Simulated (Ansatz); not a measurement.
Method: DFT PBE, scalar-relativistic, plane waves, PAW in Ansatz 0.2.0. All cells share a 420 eV cutoff and Γ-centred k meshes spaced at most about 0.3 Å⁻¹ (about 0.25 or finer for metals, 2π included). No spin polarisation in the final relaxations.

All energies are static (0 K, no zero-point motion).

Compare these two cells of SnTe₃, each relaxed at this level.

A.

```
Sn Te
1.0
     6.38826    0.00000    0.00000
    -3.19413    5.53239    0.00000
     0.00000    0.00000    5.46461
Sn Te
1 3
Direct
  0.00000 0.00000 0.00000
  0.50000 0.00000 0.00000
  0.00000 0.50000 0.00000
  0.50000 0.50000 0.00000
```

B.

```
Sn Te
1.0
     6.04108    0.00000    0.00000
    -3.02054    5.23173    0.00000
     0.00000    0.00000    4.30218
Sn Te
1 3
Direct
  0.00000 0.00000 0.50000
  0.59765 0.00000 0.00000
  0.00000 0.59765 0.00000
  0.40235 0.40235 0.00000
```

**Question.** Which form is favoured at zero pressure, and by what margin per atom?

**Answer.** B is lower, by 273 meV/atom. A has space group P6/mmm (No. 191), 48.3 Å³/atom and no gap on its mesh; B has space group P-62m (No. 189), 34.0 Å³/atom and no gap. Even the lower one lies +0.05 eV/atom against the reference forms of the elements (uncorrected), so neither is stable at this level. In A, Sn has 6 Te at 3.19 Å; Te has 4 Te at 3.19 Å and 2 Sn at 3.19 Å. In B, Sn is surrounded by 6 Te at 3.25 Å; Te has 4 Te at 3.19 Å and 2 Sn at 3.25 Å. Both come from invented guesses.

Weakly bound directions are ill-defined at this level, which has no dispersion term (P6/mmm), and this can change margins and order among such cells. These runs have no spin–orbit coupling, which can matter for Te. Cells relaxed within their symmetry can be saddle points.

B's advantage does not come from shorter contacts: the nearest Te–Te distance is the same in both cells, and Sn–Te is slightly longer in B. What changes is how the contacts are arranged. In A, Sn and Te share flat sheets with a wide space between them, whereas in B, Sn sits between Te layers and ties them together in three dimensions. This bonding between layers probably accounts for much of the energy gain. Since B is also denser, compression should initially widen its lead over A.

The Te–Te contacts of 3.19 Å are well beyond a normal single bond, which suggests weak, delocalised p bonding rather than discrete polytelluride units. That fits the absence of a gap, and a distortion into short and long Te–Te contacts might lower the energy. The elements are also a lenient reference here: SnTe is the well-known compound of this system, so decomposition into SnTe and Te should be more favourable still than decomposition into the elements.
